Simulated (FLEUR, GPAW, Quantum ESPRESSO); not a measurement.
## One calculation of Co, 3 ways

```
Co
1.0
     2.47056    0.00000    0.00000
    -1.23528    2.13957    0.00000
     0.00000    0.00000   23.08823
Co
5
Direct
  0.00000 0.00000 0.32484
  0.33333 0.66667 0.41242
  0.00000 0.00000 0.50000
  0.66667 0.33333 0.58758
  0.00000 0.00000 0.67516
```

Alike in all runs: functional PBE; k mesh 12 × 12 × 1; occupations fermi-dirac, width 0.05 eV; collinear spin, ferromagnetic start; no spin-orbit coupling.

```json
{"program and potentials": "FLEUR, all-electron, FLAPW", "plane-wave cutoff (eV)": "-", "notes": "-", "band gap (eV)": "no gap", "net moment per atom (μB)": "1.69", "largest force (eV/Å)": "0.422"}
{"program and potentials": "GPAW, GPAW PAW data sets (gpaw-data 1.2.1)", "plane-wave cutoff (eV)": "450", "notes": "9 valence electrons an atom on average", "band gap (eV)": "no gap", "net moment per atom (μB)": "1.69", "largest force (eV/Å)": "0.419"}
{"program and potentials": "Quantum ESPRESSO, PseudoDojo 0.4.1 SR PBE standard", "plane-wave cutoff (eV)": "1306", "notes": "17 valence electrons an atom on average", "band gap (eV)": "no gap", "net moment per atom (μB)": "1.71", "largest force (eV/Å)": "0.417"}
```

Force on atom 2 (Co), eV/Å:

```tsv
program and potentials	x	y	z
FLEUR, all-electron, FLAPW	0.000	0.000	-0.422
GPAW, GPAW PAW data sets (gpaw-data 1.2.1)	0.000	0.000	-0.419
Quantum ESPRESSO, PseudoDojo 0.4.1 SR PBE standard	0.000	0.000	-0.417
```

None finds a gap. The net moment per atom spans 1.69 (FLEUR, all-electron, FLAPW) to 1.71 μB (Quantum ESPRESSO, PseudoDojo 0.4.1 SR PBE standard), with all-electron results at 1.69. The state is the one that the start led to, which needn't be the lowest.

Differences between rows come from potentials, basis sets and numerical settings, since the functional is the same but for its coding. Runs on potential files found faulty are left out.

The three calculations describe the same ferromagnetic metal: a thin close-packed cobalt slab whose average moment is slightly above that of the bulk. This fits the textbook picture in which missing neighbours narrow the surface d bands and increase their exchange splitting, while the nearly filled majority d band limits further growth of the moment. The enhancement probably sits mainly in the outer layers, though an average cannot locate it.

The geometry is not at equilibrium. The force on atom 2, a subsurface atom, points towards the adjacent surface layer, with magnitudes of only 0.417 to 0.422 eV/Å across the codes. This suggests that the outermost interlayer spacing would shrink on relaxation, as surface atoms that have lost neighbours strengthen their remaining back-bonds. GPAW matches the all-electron moment with 9 valence electrons per atom, so explicit semicore states are not needed to reproduce it here. The data do not show whether this stacking is favoured over the hcp or fcc sequence at this thickness.
